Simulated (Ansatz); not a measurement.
**Abstraction of Cl: CBrCl3 + C2H5Si2 → CBrCl2 + C2H5ClSi2**

Species: CBrCl3 (bromotrichloromethane) `ClC(Cl)(Cl)Br`, singlet; C2H5Si2 `[SiH2]C#C[SiH3]`, doublet; CBrCl2 `Cl[C](Cl)Br`, doublet; C2H5ClSi2 `[SiH3]C#C[SiH2]Cl`, singlet. A radical takes Cl: the energy is the difference in strength between the C–Cl bond broken and the Si–Cl bond made.

Shapes, held fixed at every level: PBE0-D4/def2-TZVP. Programs: Ansatz 0.2.0. Electronic energies: no zero-point or thermal term.

```
                level                    kind  ΔE (kJ/mol)  CPU time (sum over the molecules)
        HF/def2-TZVPP            Hartree–Fock       -213.7                                  –
    PBE-D4/def2-TZVPP                     GGA       -158.6                               36 s
 r2SCAN-D4/def2-TZVPP                meta-GGA       -176.2                               77 s
  B3LYP-D4/def2-TZVPP           global hybrid       -175.9                               71 s
r2SCAN0-D4/def2-TZVPP           global hybrid       -184.5                               94 s
   wB97X-V/def2-TZVPP  range-separated hybrid       -181.7                            2.1 min
    B2PLYP/def2-TZVPP           double hybrid       -180.2                               80 s
```

B2PLYP/def2-TZVPP gives ΔE = -180.2 kJ/mol; the levels span -213.7 to -158.6. The median of the levels is -180.2. No measured value is set beside it here. Spin contamination: C2H5Si2 (⟨S²⟩ up to 0.88). Open shells run unrestricted unless RO is named. Relativity is left out for Br unless named. Correlated rows may include outer-core shells of Br, which these sets cover unevenly. Times are processor times on shared x86 and Arm servers, and rough.

Chlorine transfer to silicon is strongly exothermic at every level, so the direction of the reaction does not depend on the method. The driving force is the strength of the Si–Cl bond: silicon is much more electropositive than carbon, which gives the new bond a large ionic contribution. The carbon side helps too, since the remaining halogens stabilise the CBrCl2 radical by lone-pair donation and its formation relieves crowding in CBrCl3. Delocalisation of the silyl radical into the alkyne π system works the other way, but is evidently too weak to offset this.

Hartree–Fock and PBE-D4 mark the extremes, while the other levels lie between -184.5 and -175.9 kJ/mol; the Hartree–Fock excess probably reflects missing correlation among the crowded halogens of CBrCl3. The exothermicity does not establish chlorine transfer as the preferred pathway: the C–Br bond is weaker, and silyl radicals ordinarily abstract bromine from such a molecule more readily.
